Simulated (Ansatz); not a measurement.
InAs: pressure against volume

InAs, F-43m, a = 6.108 Å. Ansatz: r2SCAN, PAW, 500 eV, Γ-centred 10×10×10 mesh on 2 atoms, Gaussian smearing 0.01 eV; no spin polarisation. Symmetry fixes shape and atoms, so the cell is only scaled; pressure is positive in compression.

| V (Å³/atom) | P (GPa) |
| --- | --- |
| 26.781 | 4.13 |
| 27.636 | 1.90 |
| 28.491 | 0.01 |
| 29.346 | -1.55 |
| 30.200 | ? |

Question: Take V0 = 28.491 Å³/atom, count pressures from its P0 = 0.01 GPa, fit the third-order Birch–Murnaghan form to the other rows, and predict the missing pressure.

Answer: With the Eulerian strain f = ½[(V0/V)^(2/3) − 1] and y = (P − P0)/[3f(1 + 2f)^(5/2)], the form is the line y = B0 + 1.5 B0 (B0′ − 4) f. Rows (f, y): 0.02106, 58.8; 0.01026, 58.4; -0.00976, 56.0. Means f = 0.007187, y = 57.733; Σ(Δf)² = 0.0004891, ΣΔfΔy = 0.04622; the slope is their ratio. y = 57.05 + 94.50 f GPa, so B0 = 57.0 GPa and B0′ = 4 + 2 × (94.50)/(3 × 57.05) = 5.10. At V = 30.200, f = -0.01905, y = 55.25 and P = -2.86 GPa. The run gave -2.90 GPa, so the fit is 0.04 GPa too high, a small miss on the scale of the series. The form still works here, 33 % of the fitted range beyond its end.

Cost: 5 runs of about 2.6 core-minutes in all, on Intel Xeon Processor @ 2.70GHz (shared hosts).

Compressing InAs costs more pressure than an equal expansion releases, and the fitted B0′ of 5.10 expresses this stiffening. Uniform scaling of zinc blende changes every In–As bond length but no bond angle, so the response measures bond stretching alone. As the bonds shorten, Pauli repulsion and the electrons' kinetic energy rise steeply, while on expansion the restoring force weakens as orbital overlap falls. The modest B0 of 57.0 GPa fits long, partly ionic bonds with a low valence-electron density. The equilibrium lattice constant is somewhat larger than the measured one, probably because the functional slightly underbinds the crystal.

The good prediction supports the equation of state over this moderate expansion, but it tests B0′ less sharply than B0. Close to equilibrium, y divides a small pressure difference by a small strain, so slight errors in pressure can noticeably change the slope. The smooth curve also says nothing about where a denser, more highly coordinated phase would become favourable under compression.
